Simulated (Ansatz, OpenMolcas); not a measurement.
CHFGaN (SMILES N#[C][GaH][F]): methods side by side

The species is CHFGaN (5 atoms), meant as a singlet with charge 0. As SMILES, `N#[C][GaH][F]`. The shape is that of a PBE0-D4/def2-TZVP optimisation.

```xyz
5

N     1.2140   -1.6572    1.2660
C     0.6410   -0.8647    0.6563
Ga   -0.2597    0.5190   -0.3455
F    -1.7247   -0.0535   -1.0926
H     0.1792    1.9827   -0.5256
```

Quantity: the vertical ionisation energy (to the doublet cation), in eV. The values are calculated.

| level | kind | program | value (eV) | CPU time (all runs) |
| --- | --- | --- | --- | --- |
| SVWN5/cc-pVDZ | LDA | Ansatz | 11.80 | 9.8 s |
| PBE/cc-pVDZ | GGA | Ansatz | 11.62 | 16 s |
| revPBE/cc-pVDZ | GGA | Ansatz | 11.56 | 18 s |
| TPSS/cc-pVDZ | meta-GGA | OpenMolcas | 11.71 | 2.7 min |
| M06-2X/cc-pVDZ | hybrid meta-GGA | OpenMolcas | 12.79 | 2.7 min |
| HSE06/cc-pVDZ | range-separated hybrid | Ansatz | 12.28 | 29 s |
| PBE-QIDH/cc-pVDZ | double hybrid | Ansatz | 13.01 | 38 s |
| MP2/cc-pVDZ | perturbation theory | Ansatz | 13.22 | 22 s |
| BCCD(T)/cc-pVDZ | coupled cluster or CI | Ansatz | 12.80 | 2.4 min |

All-electron rows without a relativistic Hamiltonian named are non-relativistic. The values span 11.56 to 13.22 eV. In the correlated wave-function rows the outer d shell of Ga is correlated, in sets not made for it. Times are those of the runs behind each value, whatever else they computed, on shared processors of several kinds: orders of magnitude only.

The three GGA and LDA values and TPSS lie together at 11.56 to 11.80 eV, well below BCCD(T) at 12.80 eV. HSE06 closes roughly half of that gap, M06-2X practically matches the coupled-cluster value, and PBE-QIDH and MP2 overshoot it. The low semi-local values probably reflect too favourable a description of a hole spread over several ligand-centred orbitals, which exact exchange partly corrects.

Whatever the method, the electron is tightly bound. This fits gallium in its trivalent state: it has no valence lone pair to give up, and its filled d shell lies deep. The electron should therefore come from the cyanide π system, the fluorine lone pairs or the Ga–H and Ga–C σ bonds, all stabilised by the electronegative substituents and the electron-poor metal centre.

The close match of M06-2X with BCCD(T) supports its use for this ionisation in this basis, but not a general ranking of functionals. Nor does it establish the basis-set limit, which probably lies higher, since larger sets usually recover more correlation in the neutral molecule than in the cation.
